One might treat the bonds of a crystal as springs. Squeezing indium arsenide by a few per cent in volume should then cost about as much energy as stretching it by the same amount, and the pressure should vanish where the energy is lowest. The table below follows one zinc-blende cell through seven volumes, with energies and stresses from density-functional theory in the local density approximation (LDA). Neither expectation holds in it.

DFTK 0.8.2 calculations for zinc-blende InAs with the LDA (Teter93), scalar-relativistic PseudoDojo 0.4.1 stringent pseudopotentials, a plane-wave cutoff of 1360.57 eV, a 5×5×5 k mesh and Fermi–Dirac smearing of 0.05 eV. The cell is scaled at fixed shape and fractional coordinates, and energies are counted from the minimum of the fitted equation of state.

| volume (Å³/atom) | energy (meV/atom) | pressure (GPa) |
| --- | --- | --- |
| 25.84 | 20.840 | 4.050 |
| 26.39 | 8.920 | 2.480 |
| 26.94 | 2.160 | 1.070 |
| 27.49 | -0.010 | -0.190 |
| 28.04 | 1.940 | -1.320 |
| 28.59 | 7.550 | -2.320 |
| 29.14 | 16.370 | -3.210 |

**Squeezing against stretching**

The outermost rows lie 6 % below and 6 % above the middle volume. The squeezed cell, at 25.84 Å³ per atom, costs 20.84 meV per atom, and the stretched one, at 29.14 Å³, costs 16.37 meV. Squeezing is therefore dearer by about a quarter. Since the cell keeps its shape and symmetry, the only length that matters here is the bond between indium and arsenic.

Part of the imbalance is plain geometry. The volume grows as the cube of the bond length, so removing 6 % of the volume shortens the bond slightly more than adding 6 % lengthens it. A perfect spring in the bond length would for this reason make squeezing about 8 % dearer, and about 9 % once we allow for the energy minimum lying slightly above the middle volume. The calculation gives 27 %, so most of the effect must come from the bond itself, which stiffens as it shortens.

**Why a bond stiffens**

A bond settles where an attraction and a repulsion balance. In solids the repulsion changes faster with distance than the attraction does. Push the atoms together and the repulsion climbs steeply; pull them apart and it dies away, leaving only the gentler attraction to hold them. The energy valley thus has a steep wall on the short side and a shallow slope on the long side.

The simplest formula with this shape uses one power of the bond length $r$ for the attraction, $r^{-m}$, and its square for the repulsion, $r^{-2m}$. With the minimum at $r_0$ and the energy counted from there,

$$E = K\left[\left(\frac{r_0}{r}\right)^m - 1\right]^2 .$$

Here $K$ sets the depth of the model valley and $m$ its lopsidedness. Points near the bottom cannot fix that depth, so $K$ should not be read as a binding energy. To see how $m$ acts, write the relative change of volume as $\delta = (V-V_0)/V_0$, where $V_0$ is the volume at the minimum, and expand for small $\delta$:

$$E \approx \frac{K m^2}{9}\,\delta^2\left[1-\left(1+\frac{m}{3}\right)\delta\right].$$

The square alone would be symmetric. The bracket raises the energy on compression, where $\delta$ is negative, and lowers it on expansion. Fitting $K$ and $m$ to the energies of all seven rows, with $V_0$ taken from the run's own equation of state, gives $m = 2.77$.

The two end rows can now be worked by hand. The factor $1+m/3$ is 1.92, and multiplied by 0.06 it gives 0.115. The predicted ratio of the two energies is

$$\frac{1+0.115}{1-0.115} = 1.26,$$

against $20.84/16.37 = 1.27$ in the table. The small gap arises mostly because the minimum lies slightly above the middle volume, which puts the squeezed row a little farther from it than the stretched one. Both rows belong to the fit, so this shows how the formula works and is no independent test of it.

**How steep the repulsion has to be**

Over the whole series the formula stays within 0.02 meV of the computed energies. The perfect spring misses both end rows by about 1.4 meV, too low on compression and too high on expansion. A better-founded picture sets the kinetic energy of confined electrons, which grows as $r^{-2}$, against an electrostatic attraction that goes as $r^{-1}$. This is the case $m=1$, and it still misses the ends by 0.6 to 0.7 meV in the same sense.

Something steeper than this smooth $r^{-2}$ rise is therefore at work. The likely cause is Pauli repulsion: as the atoms close in, valence electrons are pushed into regions already filled by inner shells and by other occupied valence states. They cannot share the states there, so their waves must ripple more sharply, which costs extra kinetic energy. That attribution rests on theory, and the run does not separate the share of the inner shells from that of the valence states. The curve itself fixes only the sum of the two exponents, about 8, so other pairs of powers with the same sum would describe it nearly as well.

**The same story told by the modulus**

The bulk modulus $B=-V\,dP/dV$ measures how much pressure $P$ a given relative change of volume requires. Its slope $B'=dB/dP$ tells how quickly the crystal stiffens under pressure, and for the formula above it is $B' = 2+m$, or about 4.8. Specialists will recognise $m=2$ as the second-order Birch–Murnaghan equation, whose slope is fixed at 4. Indium arsenide stiffens somewhat faster than that, which is why the third-order form, with a free slope, suits it better.

The pressures give a second view, because they were computed from the stress and played no part in the fit. Taken from one row to the next, they yield a modulus that falls at every step, from 75 GPa at the squeezed end to 47 GPa at the stretched end. The slope from these values is about 4.6, and about 4.7 from the unrounded pressures of the run. That is close to the one from the energies, all the more as it is taken across the whole range and not at the minimum. In relative terms, the modulus falls about 14 times as fast as the bond lengthens.

This steep rule belongs to one compound under load and should not be carried over to a change of compound. Gallium arsenide has a shorter bond than indium arsenide and is stiffer, but by far less than the rule would suggest. A smaller atom brings smaller inner shells, so its bond rests at the bottom of a valley of its own. Indium arsenide squeezed to the same bond length would already be high up its repulsive wall.

**The row where the pressure should vanish**

The odd row is the middle one, at 27.49 Å³. It sits practically at the energy minimum, and its energy of −0.01 meV is merely the small scatter about the fitted curve that defines the zero. Yet its pressure is −0.19 GPa, as if the crystal were under tension. Read literally, the pressures would place the equilibrium at about 27.4 Å³.

The neighbouring rows show that this is no accident of one volume. Pressure is minus the slope of energy against volume, so each pair of adjacent energies provides a pressure to compare with the printed ones. In all six steps the mean of the two printed pressures is lower, by 0.19 to 0.21 GPa. Because the pressure curve bends, this averaging is expected to understate the shift by about 0.01 GPa. An almost constant shift of this kind moves the point of zero pressure but hardly touches the modulus, which depends on differences of pressure.

The likely cause is Pulay stress, an effect of describing the electrons with a limited set of plane waves. The energies use the same cutoff at every volume, so a larger cell receives more waves: the runs list 5961 at the smallest volume and 6661 at the largest. The stress, by contrast, is evaluated as if the waves already present were stretched along with the cell. Stretched waves resolve less detail, the energy appears to rise on expansion, and the crystal seems to pull inwards.

If this is the cause, the size of the shift says how strongly the energy still depends on the cutoff. For a fixed set of waves the cutoff varies as $V^{-2/3}$, so a change of 1 % in cutoff corresponds to 1.5 % in volume. Working against 0.19 GPa over that change takes about 0.5 meV per atom, and this is how much the total energy should drop if the cutoff were raised by 1 %. A repeat at a clearly higher cutoff would put the explanation to the test: the shift should shrink, while the energy curve should barely change.

For practical work the two routes to the equilibrium volume differ by 0.3 %, or about 0.1 % in the lattice constant. That is harmless for a rough structure but matters when small strains are compared. At these settings the minimum of the energy curve is the safer guide, provided the Pulay explanation holds.

**What carries over to the real crystal**

The lopsided valley is a general feature of bonded solids, but the electronic state behind this one has a known flaw. LDA closes the band gap of indium arsenide, and all seven runs are gapless, whereas the real material is a semiconductor. The series is therefore a guide to stiffness and not to how the gap responds to pressure. The atoms are also held still; at room temperature their vibrations lengthen the bond a little and, by the same mechanism, soften the crystal.

The printed analysis after this page lists the fits and the step-by-step pressures.

The analysis program printed:

```
fit of energy on 7 rows: coefficient of (x**s - 1)**2 6005 +/- 2.1, s 2.769; rms 0.00847, worst 28.59 -0.0162, leave-one-out rms 0.0235
fit of energy on 7 rows: coefficient of (1/x - 1)**2 46547 +/- 1350; rms 0.779, worst 29.14 1.44, leave-one-out rms 1.3
fit of energy on 7 rows: coefficient of (x - 1)**2 46365 +/- 629; rms 0.365, worst 29.14 0.701, leave-one-out rms 0.611
Bond length and misses (prediction less value):
    row  bond_A  power_law_meV  spring_meV  kinetic_Coulomb_meV
  25.84    2.56     -0.0008588      -1.352              -0.6088
  26.39   2.578      -0.003857     -0.3575              -0.1547
  26.94   2.596      -0.002022    -0.03306             -0.01242
  27.49   2.614        0.01011     0.01011              0.01011
  28.04   2.631      0.0008811     0.07157              0.03764
  28.59   2.648       -0.01621      0.4504               0.2143
  29.14   2.665        0.01081       1.445               0.7007
Steps between neighbouring rows:
    row  mid_bond_A  modulus_GPa  printed_mean_P_GPa  P_from_energy_GPa  difference_GPa
  26.39       2.569        74.57               3.265              3.474         -0.2088
  26.94       2.587        68.38               1.775               1.97          -0.195
  27.49       2.605        62.37                0.44             0.6324         -0.1924
  28.04       2.622        57.06              -0.755            -0.5683         -0.1867
  28.59        2.64         51.5               -1.82             -1.635         -0.1851
  29.14       2.656        46.72              -2.765              -2.57         -0.1947
Energy at 6 % compression over energy at 6 % expansion: 1.273
Same ratio for the harmonic bond spring: 1.094
Modulus slope from the power-law fit to energies, 2 + m: 4.769
Sum of the two exponents, 3m: 8.306
Modulus from the power-law fit, GPa: 59.61
Modulus slope from printed pressures: 4.618
Percent loss of modulus per percent of bond length: 14.01
Mean pressure offset, GPa: -0.1938
Volume where printed pressure is zero, A^3/atom: 27.41
Its distance from the energy minimum, percent: -0.3161
Energy change per 1 % more cutoff if the offset is all Pulay stress, meV/atom: -0.4988
```
